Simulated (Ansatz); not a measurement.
## A series in volume scale on Ti₃Sn

Free energy against uniform scaling of the volume at fixed shape and fractions; periodic cell, basis, potentials, k mesh and filling as listed. The results are calculated, by Ansatz 0.2.0.

The cell before it is scaled or strained (space group P6_3/mmc, No. 194):
```
cell vectors (Å)
   5.9122     0.0000     0.0000
  -2.9561     5.1201     0.0000
   0.0000     0.0000     4.7562
atoms (fractions of the cell vectors)
Ti  0.16425  0.32850  0.75000
Ti  0.67150  0.83575  0.75000
Ti  0.16425  0.83575  0.75000
Ti  0.83575  0.67150  0.25000
Ti  0.32850  0.16425  0.25000
Ti  0.83575  0.16425  0.25000
Sn  0.66667  0.33333  0.75000
Sn  0.33333  0.66667  0.25000
```

Settings of every row: functional r2SCAN; dispersion none; potentials PAW; wave cutoff 600 eV; density cutoff 2400 eV; k mesh 5x5x6; k shift 0x0x0; occupations fermi dirac; smearing width 0.1 eV; spin none; SCF threshold exponent -8.

Limits: coarse k mesh, up to 40 meV an atom off; stress loosely converged; the cell comes from a prototype or a list of computed structures and needn't be the stable phase.

```
row  volume scale  V (Å³/atom)  pressure (GPa)  energy above lowest point (meV/atom)
  1          0.92       16.557           10.85                                  40.8
  2        0.9467       17.038            6.36                                  15.1
  3        0.9733       17.516               ?                                     ?
  4             1       17.997           -0.97                                     0
  5        1.0267       18.477           -3.96                                   7.5
  6        1.0533       18.956           -6.56                                  23.3
  7          1.08       19.437           -8.83                                  46.5
```

Question: what pressure and energy above lowest point should row 3 give?

Worked fit of pressure. Take u = (V_r/V)^(2/3) − 1 with V_r = 18.237 Å³ an atom, which is twice the finite (Eulerian) strain; such expansions in the strain, on which the Birch-Murnaghan equation of state is built, carry the rest volume and the bulk modulus. The shown rows have u = 0.06655, 0.04638, 0.00887, -0.00868, -0.02545, -0.04159. Least squares give pressure = −2.516 + 170.2 × u + 449 × u² + 173 × u³ GPa; a parabola predicts inner rows, each left out in turn, worse (root mean square 0.0085 against 0.0018 GPa). All shown rows lie on it to the printed digit. The pressure vanishes at u = 0.0142, or V = 17.85 Å³ an atom, and there the bulk modulus at fixed shape and fractions is B = −V dP/dV = (2/3)(1 + u) dP/du = 124 GPa. Letting shape and atoms relax would as a rule lower it, by much in layered, chain or molecular crystals. The withheld row has u = 0.02726, so the fit gives −2.516 + 170.2 × (0.02726) + 449 × (0.02726)² + 173 × (0.02726)³ = 2.46 GPa.

The calculation gave 2.45 GPa. The fit lies 0.01 GPa (0.051 % of the column's range) above it, one unit of the last digit.

Worked fit of energy above lowest point. Take u = (V_r/V)^(2/3) − 1 with V_r = 18.237 Å³ an atom, which is twice the finite (Eulerian) strain; such expansions in the strain, on which the Birch-Murnaghan equation of state is built, carry the rest volume and the bulk modulus. The shown rows have u = 0.06655, 0.04638, 0.00887, -0.00868, -0.02545, -0.04159. Least squares give energy above lowest point = 2.63 − 430 × u + 15045 × u² + 514 × u³ meV/atom; a parabola predicts inner rows, each left out in turn, worse (root mean square 0.027 against 0.0097 meV/atom). All shown rows lie on it to the printed digit. Its lowest point lies at u = 0.0143, or V = 17.85 Å³ an atom, and the curvature there gives the bulk modulus at fixed shape and fractions, B = (4/9)(1 + u)² E″(u)/V = 124 GPa. Letting shape and atoms relax would as a rule lower it, by much in layered, chain or molecular crystals. The withheld row has u = 0.02726, so the fit gives 2.63 − 430 × (0.02726) + 15045 × (0.02726)² + 514 × (0.02726)³ = 2.1 meV/atom.

The calculation gave 2.1 meV/atom. The fit meets it to the printed digit.
